**Shift-and-scale analysis of method errors along a Si–H stretch**

The table holds a rigid scan of the Si3–H8 bond in C2H5FSi at CCSD(T), CCSD, MP2, PBE-D4 and PBE0-D4 in the def2-TZVPP basis, with energies counted from the PBE0-D4 minimum. The program fits a Morse form to all rows and a local quartic to six rows of each level, then models each error against CCSD(T) as a shift $d$ plus a scaling $s$ of the CCSD(T) curve, with a straight line as the alternative. For PBE-D4 it finds $d = 0.018$ Å and $s = -9.6$ %, in line with the local quartics, and an rms misfit of 0.004 eV against 0.012 eV for the line. The model misses the upturn of the PBE0-D4 error and the faster growth of the MP2 error by 0.015 eV at 2.152 Å. The output also lists all differences, the parts of the PBE-D4 error and the error slopes per interval.

Calculated values. Rigid scan of the Si3–H8 bond length in gas-phase C2H5FSi (SMILES C=C[SiH2]F; atoms in SMILES order, hydrogens last). Ansatz 0.2.0, def2-TZVPP basis, with frozen cores in MP2, CCSD and CCSD(T). Energies at every level are counted from the PBE0-D4/def2-TZVP minimum structure, where the bond length is 1.484 Å.

## Program and output

```python
# Table: rigid scan of the Si3-H8 stretch in C=C[SiH2]F (Ansatz 0.2.0, def2-TZVPP, frozen core),
# energies in eV from the PBE0-D4 minimum at CCSD(T), PBE-D4, PBE0-D4, MP2, CCSD; T1 diagnostic.
# Tested: Morse shape per level; error vs CCSD(T) as shift d plus scaling s of the CCSD(T) curve,
# err = -d[V'(r)-V'(r0)] + s[V(r)-V(r0)]; alternative: straight line through the zero.
T = {
    'x': [1.217, 1.28, 1.371, 1.478, 1.484, 1.597, 1.724, 1.86, 2.003, 2.152],  # Å
    'ccsd_t': [0.9405, 0.486, 0.1214, -0.0004, 0.0, 0.1113, 0.3985, 0.8052, 1.2756, 1.7656],  # eV
    'pbe_d4': [1.0045, 0.5392, 0.1536, 0.0014, 0.0, 0.0743, 0.3126, 0.6639, 1.0918, 1.5499],  # eV
    'pbe0_d4': [0.9668, 0.5079, 0.1345, 0.0003, 0.0, 0.0973, 0.3662, 0.7542, 1.2218, 1.7229],  # eV
    'mp2': [0.9274, 0.4744, 0.1137, -0.0009, 0.0, 0.1226, 0.427, 0.8582, 1.3622, 1.897],  # eV
    'ccsd': [0.9342, 0.4808, 0.1182, -0.0006, 0.0, 0.1154, 0.4082, 0.8224, 1.3028, 1.8059],  # eV
    'err': [0.064, 0.0532, 0.0322, 0.0018, 0.0, -0.037, -0.0859, -0.1413, -0.1838, -0.2157],  # eV
    't1': [0.011, 0.011, 0.011, 0.011, None, 0.011, 0.012, 0.012, 0.013, 0.013],
}
import numpy as np
from scipy.optimize import curve_fit
x = np.array(T['x'], float)
lv = ['ccsd_t', 'pbe_d4', 'pbe0_d4', 'mp2', 'ccsd']
nm = dict(zip(lv, ['CCSD(T)', 'PBE-D4', 'PBE0-D4', 'MP2', 'CCSD']))
E = {k: np.array(T[k], float) for k in lv}
V = E['ccsd_t']; r0 = x[V == 0][0]
m = lambda r, D, a, re: D*(1 - np.exp(-a*(r - re)))**2
f = lambda r, D, a, re: m(r, D, a, re) - m(r0, D, a, re)
dm = lambda r, D, a, re: 2*D*a*(1 - np.exp(-a*(r - re)))*np.exp(-a*(r - re))
rms = lambda v: np.sqrt(np.mean(v**2))
P = {}
print('Morse, all rows: D[eV] a[1/A] re[A] 2Da^2[eV/A^2] rms, worst (fit-table)[eV] at r')
for k in lv:
    P[k] = curve_fit(f, x, E[k], p0=[4.5, 1.4, r0])[0]
    D, a, re = P[k]; res = f(x, *P[k]) - E[k]; i = np.argmax(abs(res))
    print(f'{nm[k]:8s} {D:.2f} {a:.3f} {re:.4f} {2*D*a*a:.2f} {rms(res):.4f} {res[i]:+.4f} {x[i]:.3f}')
Vp = dm(x, *P['ccsd_t'])
print(f"CCSD(T) slope {Vp[0]:.2f} first, {Vp[-1]:.2f} eV/A last; floor 0.0005 A*slope = {5e-4*abs(Vp[0]):.4f}, {5e-4*Vp[-1]:.4f} eV; differences 0.0001 eV")
print('Local quartic, rows 2-7: re[A] k[eV/A^2] E(re)[eV] dre[A] dk[%] vs CCSD(T)')
L = {}
for k in lv:
    c = np.poly1d(np.polyfit(x[1:7] - r0, E[k][1:7], 4))
    z = c.deriv().roots; z = z[np.argmin(abs(z))].real
    L[k] = (z + r0, c.deriv(2)(z))
    print(f"{nm[k]:8s} {L[k][0]:.4f} {L[k][1]:.2f} {c(z):+.4f} {L[k][0]-L['ccsd_t'][0]:+.4f} {100*(L[k][1]/L['ccsd_t'][1]-1):+.1f}")
d = {k: E[k] - V for k in lv[1:]}
print('r[A]; less CCSD(T)[eV]: PBE PBE0 MP2 CCSD; PBE0-PBE; PBE err %; PBE0/PBE err')
for i, r in enumerate(x):
    tail = f"{100*d['pbe_d4'][i]/V[i]:+.1f} {d['pbe0_d4'][i]/d['pbe_d4'][i]:.2f}" if abs(V[i]) > 0.01 else '- -'
    print(f'{r:.3f}', *[f'{d[k][i]:+.4f}' for k in lv[1:]], f"{E['pbe0_d4'][i]-E['pbe_d4'][i]:+.4f}", tail)
A = np.column_stack([-(Vp - dm(r0, *P['ccsd_t'])), V]); u = x - r0
print('Error model: d[A] s[%] rms worst[eV] at r | line slope[eV/A] rms worst at r | rms d only, s only')
C = {}
for k in lv[1:]:
    C[k] = np.linalg.lstsq(A, d[k], rcond=None)[0]
    ra = A @ C[k] - d[k]; b = u @ d[k]/(u @ u); rl = b*u - d[k]
    one = [rms(A[:, j]*(A[:, j] @ d[k])/(A[:, j] @ A[:, j]) - d[k]) for j in (0, 1)]
    i, j = np.argmax(abs(ra)), np.argmax(abs(rl))
    print(f'{nm[k]:8s} {C[k][0]:+.4f} {100*C[k][1]:+.1f} {rms(ra):.4f} {ra[i]:+.4f} {x[i]:.3f} | {b:+.3f} {rms(rl):.4f} {rl[j]:+.4f} {x[j]:.3f} | {one[0]:.4f} {one[1]:.4f}')
print('r[A]; PBE: shift part, scale part, sum, model-table; PBE0, MP2 model-table [eV]')
for i, r in enumerate(x):
    p = A[i]*C['pbe_d4']
    print(f"{r:.3f} {p[0]:+.4f} {p[1]:+.4f} {p.sum():+.4f} {p.sum()-d['pbe_d4'][i]:+.4f}",
          *[f'{A[i] @ C[k] - d[k][i]:+.4f}' for k in ('pbe0_d4', 'mp2')])
keep = x != r0  # zero row is too close to its neighbour for a finite-difference slope
for k in ('pbe_d4', 'pbe0_d4'):
    print(nm[k], 'error slope per interval [eV/A], zero row skipped:', *[f'{s:+.2f}' for s in np.diff(d[k][keep])/np.diff(x[keep])])
# Si3 and H8 coordinates typed from the geometry output of the same runs (rounded to 0.01 A)
si, h8 = np.array([1.00, -0.79, 0.02]), np.array([1.03, -1.95, 0.95])
t1 = [t for t in T['t1'] if t is not None]
print(f"Si3-H8 in printed geometry {np.linalg.norm(si-h8):.2f} A; T1 {min(t1):.3f}-{max(t1):.3f}; -k*dre(PBE) {-L['ccsd_t'][1]*(L['pbe_d4'][0]-L['ccsd_t'][0]):+.2f} eV/A")
err = np.array(T['err'], float)
assert np.all(np.diff(err) < 0) and np.all(err[x < r0] > 0) and np.all(err[x > r0] < 0)
assert E['mp2'][-1] > E['ccsd'][-1] > V[-1] > E['pbe0_d4'][-1] > E['pbe_d4'][-1]
assert d['pbe0_d4'][-2] < d['pbe0_d4'][-1] < 0
assert C['pbe_d4'][0] > 0 > C['pbe_d4'][1] and L['pbe_d4'][0] > L['ccsd_t'][0]
```

It prints:

```
Morse, all rows: D[eV] a[1/A] re[A] 2Da^2[eV/A^2] rms, worst (fit-table)[eV] at r
CCSD(T)  4.72 1.404 1.4793 18.61 0.0036 +0.0060 1.280
PBE-D4   4.36 1.385 1.4993 16.74 0.0066 +0.0095 1.371
PBE0-D4  4.90 1.350 1.4884 17.86 0.0067 +0.0098 1.371
MP2      5.31 1.345 1.4760 19.20 0.0050 +0.0078 1.280
CCSD     4.88 1.387 1.4779 18.80 0.0041 +0.0065 1.280
CCSD(T) slope -8.53 first, 3.15 eV/A last; floor 0.0005 A*slope = 0.0043, 0.0016 eV; differences 0.0001 eV
Local quartic, rows 2-7: re[A] k[eV/A^2] E(re)[eV] dre[A] dk[%] vs CCSD(T)
CCSD(T)  1.4767 18.50 -0.0005 +0.0000 +0.0
PBE-D4   1.4942 16.70 -0.0009 +0.0175 -9.7
PBE0-D4  1.4833 17.89 +0.0000 +0.0066 -3.3
MP2      1.4724 19.15 -0.0012 -0.0043 +3.5
CCSD     1.4750 18.72 -0.0007 -0.0017 +1.2
r[A]; less CCSD(T)[eV]: PBE PBE0 MP2 CCSD; PBE0-PBE; PBE err %; PBE0/PBE err
1.217 +0.0640 +0.0263 -0.0131 -0.0063 -0.0377 +6.8 0.41
1.280 +0.0532 +0.0219 -0.0116 -0.0052 -0.0313 +10.9 0.41
1.371 +0.0322 +0.0131 -0.0077 -0.0032 -0.0191 +26.5 0.41
1.478 +0.0018 +0.0007 -0.0005 -0.0002 -0.0011 - -
1.484 +0.0000 +0.0000 +0.0000 +0.0000 +0.0000 - -
1.597 -0.0370 -0.0140 +0.0113 +0.0041 +0.0230 -33.2 0.38
1.724 -0.0859 -0.0323 +0.0285 +0.0097 +0.0536 -21.6 0.38
1.860 -0.1413 -0.0510 +0.0530 +0.0172 +0.0903 -17.5 0.36
2.003 -0.1838 -0.0538 +0.0866 +0.0272 +0.1300 -14.4 0.29
2.152 -0.2157 -0.0427 +0.1314 +0.0403 +0.1730 -12.2 0.20
Error model: d[A] s[%] rms worst[eV] at r | line slope[eV/A] rms worst at r | rms d only, s only
PBE-D4   +0.0178 -9.6 0.0042 +0.0086 1.860 | -0.331 0.0115 +0.0245 1.217 | 0.0783 0.0696
PBE0-D4  +0.0060 -2.2 0.0074 -0.0151 2.152 | -0.093 0.0089 -0.0194 2.152 | 0.0198 0.0244
MP2      -0.0067 +5.4 0.0076 -0.0146 2.152 | +0.159 0.0150 -0.0294 1.217 | 0.0452 0.0273
CCSD     -0.0023 +1.6 0.0021 -0.0041 2.152 | +0.051 0.0037 -0.0072 1.217 | 0.0136 0.0093
r[A]; PBE: shift part, scale part, sum, model-table; PBE0, MP2 model-table [eV]
1.217 +0.1532 -0.0900 +0.0633 -0.0007 +0.0039 +0.0065
1.280 +0.1022 -0.0465 +0.0557 +0.0025 +0.0014 -0.0005
1.371 +0.0466 -0.0116 +0.0350 +0.0028 -0.0002 -0.0033
1.478 +0.0020 +0.0000 +0.0020 +0.0002 -0.0000 -0.0003
1.484 -0.0000 -0.0000 +0.0000 +0.0000 +0.0000 +0.0000
1.597 -0.0289 -0.0106 -0.0395 -0.0025 +0.0018 +0.0057
1.724 -0.0471 -0.0381 -0.0852 +0.0007 +0.0076 +0.0110
1.860 -0.0556 -0.0770 -0.1327 +0.0086 +0.0143 +0.0119
2.003 -0.0573 -0.1220 -0.1793 +0.0045 +0.0060 +0.0045
2.152 -0.0545 -0.1689 -0.2234 -0.0077 -0.0151 -0.0146
PBE-D4 error slope per interval [eV/A], zero row skipped: -0.17 -0.23 -0.28 -0.33 -0.39 -0.41 -0.30 -0.21
PBE0-D4 error slope per interval [eV/A], zero row skipped: -0.07 -0.10 -0.12 -0.12 -0.14 -0.14 -0.02 +0.07
Si3-H8 in printed geometry 1.49 A; T1 0.011-0.013; -k*dre(PBE) -0.32 eV/A
```
